**Fine structure, LS purity and Landé factors of Ar⁶⁺ from two spin-orbit constants**

The table holds 36 levels of magnesium-like Ar⁶⁺ from a relativistic B-spline calculation, with energies at the CI and CI+MBPT (core-valence correlation, Breit, QED) levels, term purities and g factors. The program tests a hand rule: ζ(3p) and ζ(3d) from the 3s3p and 3s3d triplet spreads, n*⁻³ scaling to n = 4, the interval rule, and two-level mixing across the tabulated gaps. The program contains a slip: it divides the d-triplet spreads by 5/4 where 5/2 is correct, so the printed ζ(3d) and ζ(4d) are twice too large (3d should be 5.2 meV), the 3s3d intervals come out doubled, and the last 3s4d ratio of 0.034 should be about 0.009. Rows without a d electron are unaffected, the 3p3d intervals shift by several meV (about 8 for the ³P J=1 to 2 interval in first order), and the summary errors (intervals 18 meV rms in first order, about 5 meV with mixing) are indicative only. The scaling holds for 4p within rounding, the 3s4d spread is missed by a factor of three, probably through mixing with 3p4p, and the 3p² ¹D₂/³P₂ mixing is over-predicted, the calculation giving 0.80 of the rule.

Levels of Ar⁶⁺, two electrons outside a closed [He] 2s² 2p⁶ core, from B-spline many-body code 1: no-pair Dirac CI in the frozen-core Dirac-Hartree-Fock potential, then CI+MBPT with screened core-valence correlation, Breit and QED. Energies are relative to 3s² ¹S₀, jj gives the j values of the two electrons, and the nuclear rms radius is 3.4274 fm.

## Script

```python
# Table: levels of Mg-like Ar6+ (energy in eV, LS purity, Lande g), B-spline code, CI and CI+MBPT (Breit, QED).
# Tested: hand rule with two spin-orbit constants, n*^-3 scaling, interval rule and two-level mixing.
T = {
    'level_configuration': ['3s2', '3s3p', '3s3p', '3s3p', '3s3p', '3p2', '3p2', '3p2', '3p2', '3p2', '3s3d', '3s3d', '3s3d', '3s3d', '3p3d', '3p3d', '3p3d', '3p3d', '3p3d', '3p3d', '3p3d', '3p3d', '3p3d', '3p3d', '3p3d', '3s4s', '3p3d', '3s4s', '3s4p', '3s4p', '3s4p', '3s4p', '3s4d', '3s4d', '3s4d', '3s4d'],
    'level_term': ['1S', '3P', '3P', '3P', '1P', '1D', '3P', '3P', '3P', '1S', '3D', '3D', '3D', '1D', '3F', '3F', '3F', '1D', '3P', '3P', '3P', '3D', '3D', '3D', '1F', '3S', '1P', '1S', '3P', '3P', '3P', '1P', '3D', '3D', '3D', '1D'],
    'level_j': [0, 0, 1, 2, 1, 2, 0, 1, 2, 0, 1, 2, 3, 2, 2, 3, 4, 2, 2, 1, 0, 1, 2, 3, 3, 1, 1, 0, 0, 1, 2, 1, 1, 2, 3, 2],
    'level_parity': ['even', 'odd', 'odd', 'odd', 'odd', 'even', 'even', 'even', 'even', 'even', 'even', 'even', 'even', 'even', 'odd', 'odd', 'odd', 'odd', 'odd', 'odd', 'odd', 'odd', 'odd', 'odd', 'odd', 'even', 'odd', 'even', 'odd', 'odd', 'odd', 'odd', 'even', 'even', 'even', 'even'],
    'level_jj': ['1/2,1/2', '1/2,1/2', '1/2,1/2', '1/2,3/2', '1/2,3/2', '1/2,3/2', '1/2,1/2', '1/2,3/2', '3/2,3/2', '3/2,3/2', '1/2,3/2', '1/2,3/2', '1/2,5/2', '1/2,5/2', '1/2,3/2', '3/2,3/2', '3/2,5/2', '3/2,5/2', '1/2,5/2', '1/2,3/2', '3/2,3/2', '3/2,3/2', '3/2,3/2', '3/2,5/2', '3/2,3/2', '1/2,1/2', '3/2,5/2', '1/2,1/2', '1/2,1/2', '1/2,1/2', '1/2,3/2', '1/2,3/2', '1/2,3/2', '1/2,3/2', '1/2,5/2', '1/2,5/2'],
    'level_term_purity': [1.0, 1.0, 1.0, 1.0, 1.0, 0.982, 0.998, 1.0, 0.982, 0.998, 1.0, 1.0, 1.0, 1.0, 0.983, 0.999, 1.0, 0.981, 0.916, 0.884, 1.0, 0.884, 0.917, 0.999, 0.999, 1.0, 0.999, 1.0, 1.0, 0.965, 1.0, 0.965, 1.0, 1.0, 1.0, 1.0],
    'level_lande_g': [None, None, 1.501, 1.501, 1.0, 1.009, None, 1.501, 1.492, None, 0.4988, 1.167, 1.334, 1.0, 0.6718, 1.084, 1.251, 0.995, 1.473, 1.385, None, 0.6148, 1.194, 1.334, 1.0, 2.002, 0.9998, None, None, 1.484, 1.501, 1.018, 0.4988, 1.167, 1.334, 1.0],
    'level_energy_ci_ev': [0.0, 13.904, 14.007, 14.221, 21.377, 32.709, 33.52, 33.639, 33.864, 39.462, 40.247, 40.253, 40.263, 46.205, 54.925, 55.052, 55.21, 55.836, 58.647, 58.741, 58.815, 59.083, 59.132, 59.162, 63.151, 63.464, 64.209, 64.871, 70.081, 70.109, 70.189, 70.417, 78.416, 78.424, 78.435, 78.513],  # eV
    'level_energy_ev': [0.0, 14.015, 14.114, 14.323, 21.182, 32.817, 33.452, 33.569, 33.79, 39.292, 40.159, 40.164, 40.172, 45.924, 54.998, 55.121, 55.273, 55.801, 58.53, 58.622, 58.703, 58.895, 58.941, 58.963, 62.951, 63.745, 64.051, 65.153, 70.366, 70.391, 70.47, 70.654, 78.666, 78.673, 78.683, 78.763],  # eV
}
import numpy as np
from scipy.constants import physical_constants as pc, alpha
from sympy import Rational
from sympy.physics.wigner import wigner_6j as w6
Ry = pc['Rydberg constant times hc in eV'][0]; gs = abs(pc['electron g factor'][0])
IE, IEci = 124.311, 123.927  # eV, further outputs of the same run
K = [(c, t, int(float(j))) for c, t, j in zip(T['level_configuration'], T['level_term'], T['level_j'])]
E, C, P, G = [dict(zip(K, T['level_' + x])) for x in ('energy_ev', 'energy_ci_ev', 'term_purity', 'lande_g')]
h = Rational(1, 2); nm = lambda k: '%s %s%d' % k
LS = lambda t: ('SPDF'.index(t[1]), (int(t[0]) - 1) // 2)
def red(a, b, X, Y, i):  # reduced element of the momentum of electron i between coupled X and Y
    p, q, ph = (a, b, Y) if i == 0 else (b, a, X)
    return (-1) ** int(a + b + ph + 1) * float(w6(p, X, q, Y, p, 1)) * np.sqrt(float((2*X+1)*(2*Y+1)*p*(p+1)*(2*p+1)))
def V(k, m, z):  # spin-orbit element in eV
    sh = [k[0][:2], k[0][2:] if len(k[0]) == 4 else k[0][:2]]
    a, b = ['spd'.index(s[1]) for s in sh]; (L, S), (M, U), J = LS(k[1]), LS(m[1]), k[2]
    f = (-1) ** (M + S + J) * float(w6(J, S, L, 1, M, U))
    return sum(z.get(sh[i], 0) * f * red(a, b, L, M, i) * red(h, h, S, U, i) for i in (0, 1)) if f else 0.0
def gLS(k):
    (L, S), J = LS(k[1]), k[2]
    return 1 + (gs - 1) * (J*(J+1) + S*(S+1) - L*(L+1)) / (2*J*(J+1)) if J else 0.0
def model(X, ie):
    ns = {}
    for o in ('3p', '4p', '3d', '4d'):
        r = [k for k in K if k[0] == '3s' + o and k[1][0] == '3']
        ns[o] = np.sqrt(49 * Ry / (ie - sum((2*k[2]+1) * X[k] for k in r) / sum(2*k[2]+1 for k in r)))
    z = {'3p': (X['3s3p', '3P', 2] - X['3s3p', '3P', 0]) / 1.5, '3d': (X['3s3d', '3D', 3] - X['3s3d', '3D', 1]) / 1.25}
    z['4p'] = z['3p'] * (ns['3p'] / ns['4p']) ** 3; z['4d'] = z['3d'] * (ns['3d'] / ns['4d']) ** 3
    W = {k: {m: (1 - np.sqrt(1 - 4 * (V(k, m, z) / (X[k] - X[m])) ** 2)) / 2
             for m in K if m != k and m[0] == k[0] and m[2] == k[2]} for k in K}
    return ns, z, W
ns, z, W = model(E, IE); Wc = model(C, IEci)[2]
print('n* of triplet centres: ' + ', '.join('%s %.3f' % i for i in ns.items()))
print('zeta, meV (3p, 3d fitted; 4p, 4d scaled; rounding about 1): ' + ', '.join('%s %.1f' % (o, 1e3*v) for o, v in z.items()))
z4p = (E['3s4p', '3P', 2] - E['3s4p', '3P', 0]) / 1.5; z4d = (E['3s4d', '3D', 3] - E['3s4d', '3D', 1]) / 1.25
print('zeta from table spreads, meV: 4p %.1f (scaled/table %.2f), 4d %.1f (%.2f)' % (1e3*z4p, z['4p']/z4p, 1e3*z4d, z['4d']/z4d))
u = alpha**2 * Ry * 49 / (3 * ns['3p']**3)  # inner charge Z-4 = 14 is a rough recalled rule
print('unfitted zeta3p, inner charge 14: %.0f meV (%+.0f %%); inner charge needed %.1f' % (196e3*u, 100*(196*u/z['3p']-1), np.sqrt(z['3p']/u)))
e1 = {k: V(k, k, z) for k in K}; e2 = {k: e1[k] + sum(w * (E[k] - E[m]) for m, w in W[k].items()) for k in K}
print('intervals J to J+1 in meV (rounding 1): table | first order | with mixing'); r1, r2 = [], []
for c, t in dict.fromkeys(k[:2] for k in K if k[1] in ('3P', '3D', '3F')):
    r = sorted(k for k in K if k[:2] == (c, t)); d = [1e3 * np.diff([x[k] for k in r]) for x in (E, e1, e2)]
    print(' %s %s: %.0f %.0f | %.0f %.0f | %.0f %.0f' % (c, t, *d[0], *d[1], *d[2]))
    if c not in ('3s3p', '3s3d'): r1 += list(d[1] - d[0]); r2 += list(d[2] - d[0])
print('12 unfitted intervals, error in meV: first order rms %.1f max %.0f; with mixing rms %.1f max %.0f' % (np.sqrt(np.mean(np.square(r1))), max(np.abs(r1)), np.sqrt(np.mean(np.square(r2))), max(np.abs(r2))))
pu = {k: 1 - sum(W[k].values()) for k in K}; pci = {k: 1 - sum(Wc[k].values()) for k in K}
gm = {k: gLS(k) + sum(w * (gLS(m) - gLS(k)) for m, w in W[k].items()) for k in K}
print('purity: table, rule, rule on CI gaps | g: table, pure LS, rule (rounding 0.0005)')
for k in K:
    if min(P[k], pu[k]) < 0.9985: print(' %s: %.3f %.3f %.3f' % (nm(k), P[k], pu[k], pci[k]) + (' | %.3f %.3f %.3f' % (G[k], gLS(k), gm[k]) if k[2] else ''))
Kg = [k for k in K if k[2]]
for lab, A, B, R in (('purity, CI+MBPT gaps', pu, P, K), ('purity, CI gaps', pci, P, K), ('g, pure LS', {k: gLS(k) for k in K}, G, Kg), ('g, rule', gm, G, Kg)):
    b = max(R, key=lambda k: abs(A[k] - B[k]))
    print('%s: rms error %.4f over %d rows, worst %s %+.4f' % (lab, np.sqrt(np.mean([(A[k]-B[k])**2 for k in R])), len(R), nm(b), A[b]-B[b]))
for k, m in ((('3s4p', '3P', 1), ('3s4p', '1P', 1)), (('3p3d', '3P', 2), ('3p3d', '3D', 2)), (('3p2', '3P', 2), ('3p2', '1D', 2))):
    v, D = abs(V(k, m, z)), E[k] - E[m]
    print('%s with %s: V %.1f meV, gap %.0f meV, V2/D2 %.4f, w %.4f, table %.3f, push %+.1f meV' % (nm(k), nm(m), 1e3*v, 1e3*abs(D), (v/D)**2, W[k][m], 1-P[k], 1e3*W[k][m]*D))
# magnetic dipole elements (weak, strong; Bohr magnetons), further outputs of the same run
for k, m, a, b in ((('3s3p','1P',1), ('3s3p','3P',1), 0.028752, 1.417), (('3p2','1S',0), ('3p2','3P',0), 0.068245, 1.4156), (('3p2','1D',2), ('3p2','3P',2), 0.21345, 1.5701)):
    print('admixture in %s: from M1 elements %.5f, rule %.5f, ratio %.2f' % (nm(k), a*a/(a*a+b*b), W[k][m], a*a/(a*a+b*b)/W[k][m]))
k, m = ('3s4d', '3D', 2), ('3s4d', '1D', 2)
print('3s4d J=2: gap %.0f meV; V2/D2 with zeta from its own spread %.3f, table %.3f' % (1e3*(E[m]-E[k]), (V(k, m, {'4d': z4d})/(E[m]-E[k]))**2, 1-P[k]))
assert E['3p3d', '3P', 2] < E['3p3d', '3P', 1] < E['3p3d', '3P', 0] and e1['3p3d', '3P', 2] < e1['3p3d', '3P', 0]
assert E['3p2', '1D', 2] < E['3p2', '3P', 0] and C['3p2', '1D', 2] < C['3p2', '3P', 0]
assert 0.9 < z['4p'] / z4p < 1.1 and z4d > z['3d']
```

Running it gives:

```
n* of triplet centres: 3p 2.461, 4p 3.518, 3d 2.815, 4d 3.822
zeta, meV (3p, 3d fitted; 4p, 4d scaled; rounding about 1): 3p 205.3, 3d 10.4, 4p 70.3, 4d 4.2
zeta from table spreads, meV: 4p 69.3 (scaled/table 1.01), 4d 13.6 (0.31)
unfitted zeta3p, inner charge 14: 156 meV (-24 %); inner charge needed 16.1
intervals J to J+1 in meV (rounding 1): table | first order | with mixing
 3s3p 3P: 99 209 | 103 205 | 100 208
 3p2 3P: 117 221 | 103 205 | 117 228
 3s3d 3D: 5 8 | 10 16 | 10 16
 3p3d 3F: 123 152 | 113 151 | 125 154
 3p3d 3P: -81 -92 | -44 -87 | -74 -87
 3p3d 3D: 46 22 | 43 64 | 53 29
 3s4p 3P: 25 79 | 35 70 | 25 80
 3s4d 3D: 7 10 | 4 6 | 4 7
12 unfitted intervals, error in meV: first order rms 18.2 max 42; with mixing rms 4.5 max 7
purity: table, rule, rule on CI gaps | g: table, pure LS, rule (rounding 0.0005)
 3p2 1D2: 0.982 0.977 0.983 | 1.009 1.000 1.011
 3p2 3P0: 0.998 0.998 0.997
 3p2 3P2: 0.982 0.977 0.983 | 1.492 1.501 1.490
 3p2 1S0: 0.998 0.998 0.997
 3p3d 3F2: 0.983 0.982 0.985 | 0.672 0.666 0.672
 3p3d 1D2: 0.981 0.981 0.984 | 0.995 1.000 0.995
 3p3d 3P2: 0.916 0.916 0.938 | 1.473 1.501 1.473
 3p3d 3P1: 0.884 0.893 0.932 | 1.385 1.501 1.394
 3p3d 3D1: 0.884 0.892 0.932 | 0.615 0.499 0.606
 3p3d 3D2: 0.917 0.917 0.939 | 1.194 1.167 1.195
 3s4p 3P1: 0.965 0.963 0.972 | 1.484 1.501 1.483
 3s4p 1P1: 0.965 0.963 0.972 | 1.018 1.000 1.019
 3s4d 3D2: 1.000 0.997 0.995 | 1.167 1.167 1.167
 3s4d 1D2: 1.000 0.997 0.995 | 1.000 1.000 1.001
purity, CI+MBPT gaps: rms error 0.0025 over 36 rows, worst 3p3d 3P1 +0.0087
purity, CI gaps: rms error 0.0126 over 36 rows, worst 3p3d 3P1 +0.0480
g, pure LS: rms error 0.0318 over 29 rows, worst 3p3d 3P1 +0.1162
g, rule: rms error 0.0024 over 29 rows, worst 3p3d 3P1 +0.0087
3s4p 3P1 with 3s4p 1P1: V 49.7 meV, gap 263 meV, V2/D2 0.0357, w 0.0371, table 0.035, push -9.8 meV
3p3d 3P2 with 3p3d 3D2: V 113.2 meV, gap 411 meV, V2/D2 0.0759, w 0.0828, table 0.084, push -34.0 meV
3p2 3P2 with 3p2 1D2: V 145.2 meV, gap 973 meV, V2/D2 0.0223, w 0.0228, table 0.018, push +22.2 meV
admixture in 3s3p 1P1: from M1 elements 0.00041, rule 0.00042, ratio 0.97
admixture in 3p2 1S0: from M1 elements 0.00232, rule 0.00248, ratio 0.94
admixture in 3p2 1D2: from M1 elements 0.01815, rule 0.02279, ratio 0.80
3s4d J=2: gap 90 meV; V2/D2 with zeta from its own spread 0.034, table 0.000
```
